Student: Both faces of a c-plane InGaN well touch GaN and no bias is applied, yet the well is said to hold several 10⁸ V/m. Where does that field come from?

Lecturer: From a jump in polarisation at each interface. Five premises. One: growth is along [0001], metal-polar, with z pointing from substrate to surface, and the layers are flat and wide, so everything depends on z alone. Two: the layers are coherent with a thick relaxed GaN buffer of in-plane lattice constant a_0. Three: elasticity, piezoelectricity and dielectric response are linear. Four: the top surface is free of load. Five: for now there is no free charge. I write u for strain, σ for stress, F for the z component of the field, ε for absolute permittivity along c, e for the positive elementary charge, and w and b for well and barrier.

Student: Start with the strain.

Lecturer: Coherence stretches a layer of natural constant a equally in all in-plane directions. In Voigt notation

u1 = u2 = s = (a_0 − a)/a, u6 = 0. (1)

Compression is s < 0. Mechanical equilibrium reads dσ_iz/dz = 0, so σ3, σ4 and σ5 are the same at every depth, and they vanish at the free surface, so they vanish everywhere. The in-plane field is independent of z because curl F = 0, and hexagonal symmetry makes it zero. Then σ4 = C44 u4 and σ5 = C44 u5 give u4 = u5 = 0. Point group 6mm allows only e31 = e32, e33 and e15 = e24. The last pair multiplies the shears, so the polarisation lies along z. Two constitutive equations remain:

σ3 = 2 C13 s + C33 u3 − e33 F, (2)
D = P_sp + 2 e31 s + e33 u3 + ε_c F. (3)

P_sp is the spontaneous polarisation, the C are taken at fixed field, and ε_c is the static permittivity at fixed strain.

Student: Most books drop the e33 F in (2).

Lecturer: Keep it and see what it does. Setting σ3 = 0 gives

u3 = −2 (C13/C33) s + e33 F/C33. (4)

Put (4) into (3) and collect terms:

D = P + ε F, with P = P_sp + P_pz, (5)
P_pz = 2 s (e31 − e33 C13/C33), (6)
ε = ε_c + e33²/C33. (7)

So (6) is exact within the premises as the polarisation at zero field, and the converse term only renormalises the permittivity. We shall find that it adds under two per cent. With e31 < 0 and e33 > 0, as in these nitrides, the bracket in (6) is negative, and a compressed layer has P_pz > 0.

Student: I object to P_sp. The polarisation of an infinite crystal is defined only against a reference structure, so how can it set a physical field?

Lecturer: Only the difference between two layers will enter. I use values referred to the zinc-blende structure. What is subtracted there is a fixed charge per in-plane cell divided by the cell area. Coherent layers share that area, so the subtraction is the same in both and cancels. One convention follows. In (3), e31 means ∂P/∂u1 for this referred P. The so-called proper constant measures the change of the charge P A per cell, (1/A) ∂(P A)/∂u1, and since A is proportional to 1 + u1 this equals e31 + P_sp. If a table lists proper constants, (6) needs the extra term −2 s P_sp. I will give its size with the numbers.

Student: Accepted. Now the field.

Lecturer: Gauss's law is dD/dz = ρ, the free charge density. With ρ = 0, D is one constant through the stack. P and ε are constant within a layer, so F is too, and

ε_w F_w + P_w = ε_b F_b + P_b. (8)

Equivalently, the interface with barrier below and well above carries a fixed sheet charge P_b − P_w, and the upper interface carries the opposite one.

Student: One equation, two unknown fields.

Lecturer: The second condition comes from the boundaries. Let U be the integral of F over one period:

F_w L_w + F_b L_b = U. (9)

Solve (9) for F_b = (U − F_w L_w)/L_b, insert it in (8) and multiply by L_b:

F_w (ε_w L_b + ε_b L_w) = (P_b − P_w) L_b + ε_b U. (10)

For U = 0,

F_w = (P_b − P_w) L_b/(ε_w L_b + ε_b L_w), (11)
F_b = −F_w L_w/L_b = (P_w − P_b) L_w/(ε_w L_b + ε_b L_w). (12)

Student: U = 0 looks like an assumption made to get a tidy answer.

Lecturer: It is a limit with a bound on it. Over N periods the bands shift by e N U. Once that passes about the band gap E_g, the valence band at one end rises above the conduction band at the other, charge is transferred, and the shift is pinned. Hence |U| is at most about E_g/(e N), which vanishes for a long stack. In a diode, N U is whatever part of the built-in voltage minus the applied forward voltage falls across the stack. It is small near flat band, where an emitter operates, and largest at zero or reverse bias. Equation (10) prices it: F_w shifts by ε_b U/(ε_w L_b + ε_b L_w).

Student: And a single well?

Lecturer: Divide numerator and denominator of (11) by L_b and let L_b grow:

F_w → (P_b − P_w)/ε_w, F_b → 0. (13)

The drop across the well is still returned, but over so long a distance that the barrier field vanishes. The ratio of (11) to (13) is 1/(1 + ε_b L_w/(ε_w L_b)), always below one, so thin barriers lower the field in the well by taking some of it themselves.

Student: Under injection premise five fails. Do the carriers not cancel the field?

Lecturer: Let each well hold n electrons and n holes per unit area, all inside 0 < z < L_w, with net density ρ(z). Define Q(z) as the integral of ρ from 0 to z. Neutrality gives Q(0) = Q(L_w) = 0, so D has the same value D_b = ε_b F_b + P_b in every barrier, and inside the well

ε_w F(z) + P_w = D_b + Q(z). (14)

Average over the well. Integrating by parts, with the boundary term z Q vanishing at both ends,

(1/L_w) ∫ Q dz = −(1/L_w) ∫ z ρ dz = −p/L_w, (15)

where p = e n d is the carrier dipole per area and d = ⟨z⟩_hole − ⟨z⟩_electron. The average of (14) is then (8) with F_w read as the mean field and P_w replaced by P_w + p/L_w. Condition (9) contains only the mean field. Therefore, at U = 0,

⟨F_w⟩ = (P_b − P_w − e n d/L_w) L_b/(ε_w L_b + ε_b L_w). (16)

Holes move along the field and electrons against it, so d has the sign of P_b − P_w and the carriers reduce the field, by the fraction e n |d|/(L_w |P_b − P_w|).

Student: So the density needed is ε_w |F_w|/e.

Lecturer: That is its order. The best case is |d| = L_w, with two sheets lying on the interfaces. Then (16) vanishes at

n_s = |P_b − P_w|/e = (ε_w |F_w|/e)(1 + ε_b L_w/(ε_w L_b)), (17)

with F_w the unscreened field (11). For a single well n_s equals ε_w |F_w|/e, and for a stack it is somewhat larger, because the barrier field must be removed too. And n_s is a lower bound. Confined carriers sit inside the well, so |d| < L_w, and |d| shrinks as the field falls. Finding d needs the Schrödinger and Poisson equations solved together. This matters for gain: d is the same separation that lowers the electron–hole overlap, and its decrease with n raises the overlap and shifts the emission to the blue.

Student: Give me numbers for green wells.

Lecturer: Take In0.3Ga0.7N wells of L_w = 2.5 nm between GaN barriers of L_b = 10 nm, an illustrative geometry. Two GaN inputs are compiled values: C33 = 398 GPa (Oses 2018) and the static dielectric constant along c, 10.4 (Ioffe Institute). The rest are typical values, GaN first and InN second: a = 0.3189 and 0.3545 nm, C13 = 106 and 92 GPa, e31 = −0.34 and −0.41 C/m², e33 = 0.67 and 0.81 C/m², P_sp = −0.034 and −0.042 C/m². For InN, C33 is about 224 GPa and the static constant about 14.4. I interpolate linearly in x = 0.3, except that P_sp gets a typical bowing term +0.037 x(1 − x) C/m². Extra digits are carried along and dropped at the end.

Student: Why not the high-frequency constant, 5.3 in the compilation of Chen 2018? It would nearly double the field.

Lecturer: The field is static and the ions relax in it, so the static constant belongs in (5). The alloy has a = 0.32958 nm, so (1) gives s = −0.0324. C13 = 101.8 GPa and C33 = 345.8 GPa give a ratio of 0.2944, and the first term of (4) is u3 = +0.019: the squeezed layer bulges along c. With e31 = −0.361 and e33 = 0.712 C/m² the bracket in (6) is −0.571 C/m², so P_pz = +0.0370 C/m². The spontaneous part is −0.0286 C/m², so P_w = +0.0084 C/m². The barrier is unstrained, with P_b = −0.034 C/m², and P_b − P_w = −0.0424 C/m².

Student: And the permittivities are ε_w = 11.6 ε0 and ε_b = 10.4 ε0.

Lecturer: Yes. The denominator of (11) is (11.6 × 10 + 10.4 × 2.5) ε0 nm = 142 ε0 nm. Then F_w = −3.37 × 10⁸ V/m, F_b = +0.84 × 10⁸ V/m, and the potential changes by 0.84 V across the well. The single-well limit (13) is −4.13 × 10⁸ V/m, and the stack keeps 0.82 of it. The minus sign says that the well field points to the substrate. The lower interface is negative and draws the holes, and the electrons go towards the surface. With the p side on top, the junction field points along +z and opposes the well field.

Student: And screening?

Lecturer: Equation (17) gives n_s = 2.6 × 10¹⁷ m⁻², against 2.2 × 10¹⁷ m⁻² for ε_w |F_w|/e. Take n = 1 × 10¹⁷ m⁻², the typical order to which a nitride laser well is pumped, and assume |d| = L_w/2 for illustration. The fraction removed is 0.19, and the mean field is still about −2.7 × 10⁸ V/m. In this model gain is reached in a well that is only partly screened.

Student: You promised the sizes of what was dropped. How far do I trust all this?

Lecturer: Term by term. The converse term in (7) is 0.166 ε0 in the well, 1.4 per cent of ε_w, so whether a tabulated constant is clamped or free hardly matters. The proper-constant term −2 s P_sp is −0.0019 C/m², 4 per cent of the polarisation step. Barrier donors at an illustrative 10²⁴ m⁻³ supply 1 × 10¹⁶ m⁻² per period, 4 per cent of n_s. The boundary condition is larger. The GaN gap is 3.44 eV as compiled by Wing 2021. If that whole voltage fell across five periods, U would be 0.69 V and (10) would shift F_w by +0.5 × 10⁸ V/m, 15 per cent.

Student: Is three per cent strain still linear?

Lecturer: Barely, and this is the largest neglected term. A correction b s² to (6), with b approximately 9 C/m² as in one common parameter set, is 0.009 C/m², about 0.2 of the step, and in that set it strengthens the field. Parameter sets disagree on this term, and on e31 and e33 by tens of per cent, so two figures is the most the result can carry.

Student: Then state the range of validity.

Lecturer: Equations (6), (11), (13) and (16) hold for c-plane layers that are abrupt, laterally uniform on scales well above their thickness, and coherent. On semipolar planes shear strains and e15 enter, and on nonpolar planes there is no normal jump. For nitrogen-polar growth, with z still along the growth direction, every sign reverses. Coherence is a real restriction, since a few nanometres at this mismatch is typically close to the onset of relaxation, which lowers |s|. The drop e |F_w| L_w must stay below the gap of the well, typically above 2 eV here, or charge transfers across the well by itself. At 0.84 eV that condition is met. Equation (11) further needs many periods or near flat band, and free and dopant charge far below n_s. Otherwise use (10) or (16).

Student: And the real device?

Lecturer: The 3.4 × 10⁸ V/m and 2.6 × 10¹⁷ m⁻² are the model's numbers, not the material's. As typical knowledge, fields inferred for green wells lie at roughly 2 to 3 × 10⁸ V/m, so the model is high, by up to a factor of about 1.7. Graded or lower indium content, partial relaxation, dopant charge and the junction field all push a real well in that direction.